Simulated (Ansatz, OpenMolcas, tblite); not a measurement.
A ladder of methods for CH6AlFSi (SMILES C[SiH2][AlH][F])

The species is CH6AlFSi (10 atoms), meant as a singlet with charge 0. SMILES: `C[SiH2][AlH][F]`. Geometry: relaxed at PBE0-D4/def2-TZVP. This is one conformer, not always the lowest.

Each level gives the HOMO–LUMO gap (eV). The values are calculated.

```tsv
level	kind	program	value (eV)	CPU time
GFN1-xTB	semi-empirical	tblite	4.62	under 2 s
HF/6-31G* (spherical functions)	Hartree–Fock	Ansatz	11.30	2.3 s
SVWN5/6-31G* (spherical functions)	LDA	OpenMolcas	3.97	38 s
PBE/6-31G* (spherical functions)	GGA	Ansatz	4.10	7 s
TPSS/6-31G* (spherical functions)	meta-GGA	OpenMolcas	4.44	63 s
B3LYP/6-31G* (Cartesian functions)	global hybrid	Ansatz	5.59	8.3 s
CAM-B3LYP/6-31G* (spherical functions)	range-separated hybrid	Ansatz	8.20	9.1 s
wB97M-V/6-31G* (spherical functions)	range-separated hybrid	Ansatz	9.60	93 s
B2PLYP/6-31G* (spherical functions)	double hybrid	OpenMolcas	7.97	27 s
```

The values span 3.97 to 11.30 eV. Orbital gaps aren't excitation energies, and those of double hybrids come from the SCF part alone; they tend to grow with the share of exact exchange. CPU times are rough (shared hosts, several kinds of processor and program).

The three semilocal functionals agree closely, from 3.97 to 4.44 eV, whereas the hybrids run from 5.59 to 9.60 eV and Hartree–Fock reaches 11.30 eV. The spread probably reflects how each method treats the empty orbitals, since under exact exchange these feel the field of all the electrons, while a semilocal potential treats filled and empty levels alike. Agreement among the semilocal values therefore doesn't establish the fundamental gap.

Chemically, the frontier levels are probably centred on the Si–Al unit. The bond between these two electropositive atoms should supply a high-lying filled σ orbital, and three-coordinate aluminium offers a largely vacant 3p orbital as the acceptor. Fluorine lone-pair donation into that orbital would push it up, while fluorine's inductive pull works the other way. Without orbital compositions or a fluorine-free analogue, the gaps can't show which of these effects prevails.
